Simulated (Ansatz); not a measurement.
Mg vacancy in LaYMg6

Computed with the plane-wave PAW code Ansatz (scalar-relativistic, PAW set soft_2): PBEsol, no spin polarisation, 420 eV cutoff, k-mesh 3×3×2 shifted by half a step.

The relaxed host crystal (no gap at this level of theory):

```xyz
8
Lattice="5.2059 0.0000 0.0000 0.0000 3.3619 5.8219 0.0000 -3.3619 5.8219" Properties=species:S:1:pos:R:3 pbc="T T T"
La    2.6030    0.0000    6.7925
Mg    0.0000    1.7389    7.7955
Mg    0.0000   -1.7389    7.7955
Mg    0.0000    0.0000    4.7848
Mg    2.6030    1.6570    3.8678
Mg    2.6030   -1.6570    3.8678
Mg    2.6030    0.0000    0.9978
Y     0.0000    0.0000   10.6731
```

Supercell of 32 atoms, rows of the matrix [[-1,-1,1],[-1,1,-1],[0,-1,-1]] times the cell vectors; Mg vacancy at (0.000, 0.928, 0.411) in fractions of the cell above. Atoms are relaxed at the host's cell, from a start shaken by 0.05 Å near the defect.

Distances from the empty Mg site (Å), by shell of the perfect crystal:

```
shell      perfect crystal    relaxed, charge 0
 6 Mg  3.23 (3.22 to 3.25)  3.27 (3.06 to 3.40)
 2 La                 3.29                 3.01
  2 Y                 3.36  3.30 (3.29 to 3.32)
 2 Mg                 3.48  3.68 (3.65 to 3.71)
```

```csv
charge,gap of the cell on the mesh (eV)
0,0.00
```

Formation energy of the neutral defect: 1.35 eV, taking atoms from and to the elements' standard states (no corrections for gases), so it belongs to those chemical potentials alone.

Relaxed cell at charge 0:

```
LaYMg6 V_Mg charge 0
1.0
    -5.2059   -6.7238    0.0000
    -5.2059    6.7238    0.0000
     0.0000    0.0000  -11.6437
La Mg Y
4 23 4
Direct
  0.4670 0.9878 0.9132
  0.0130 0.5337 0.9131
  0.2450 0.2420 0.4178
  0.7588 0.7559 0.4179
  0.6269 0.3739 0.8316
  0.8703 0.1306 0.3219
  0.3782 0.6226 0.3354
  0.8695 0.1313 0.8352
  0.3933 0.6076 0.8223
  0.6284 0.3726 0.3303
  0.1336 0.8672 0.3333
  0.7541 0.2467 0.0791
  0.2586 0.7423 0.1069
  0.5004 0.5004 0.5812
  0.0009 0.9998 0.6070
  0.3818 0.1252 0.1683
  0.8755 0.6191 0.1682
  0.1234 0.3735 0.6691
  0.6273 0.8774 0.6692
  0.6278 0.8781 0.1649
  0.1227 0.3731 0.1649
  0.3776 0.1372 0.6645
  0.8636 0.6231 0.6645
  0.5028 0.9976 0.4133
  0.0033 0.4981 0.4133
  0.2406 0.2604 0.9133
  0.7404 0.7602 0.9134
  0.7515 0.2493 0.5796
  0.2500 0.7509 0.5883
  0.5026 0.4981 0.0823
  0.0076 0.9933 0.0817
```

Caveats: small supercell, so energies and levels can be off by tenths of an eV; one random start near the defect, so other minima are possible.

Removing Mg draws the two neighbouring La atoms strongly inward, from 3.29 to 3.01 Å, whereas the Y atoms move in only slightly. The Mg neighbours respond less uniformly: the nearest shell spreads to 3.06 to 3.40 Å, so some of its atoms approach the void while others retreat, and the more distant pair moves outward to 3.68 Å. Size is the probable reason. La and Y are both trivalent group 3 metals, but La has an additional occupied shell and is the larger atom, so it gains most from the space freed in a lattice made up mainly of smaller Mg. The displaced Mg atoms then appear to accommodate its shift.

Because the host is metallic, conduction electrons screen the missing ion core over a short distance, and the vacancy should not be read as a dopant with discrete charge states. The positive formation energy of 1.35 eV means that transferring Mg from this site to the elemental metal costs energy. It doesn't show how readily the vacancy migrates, which also depends on the barrier for a neighbouring atom to jump.
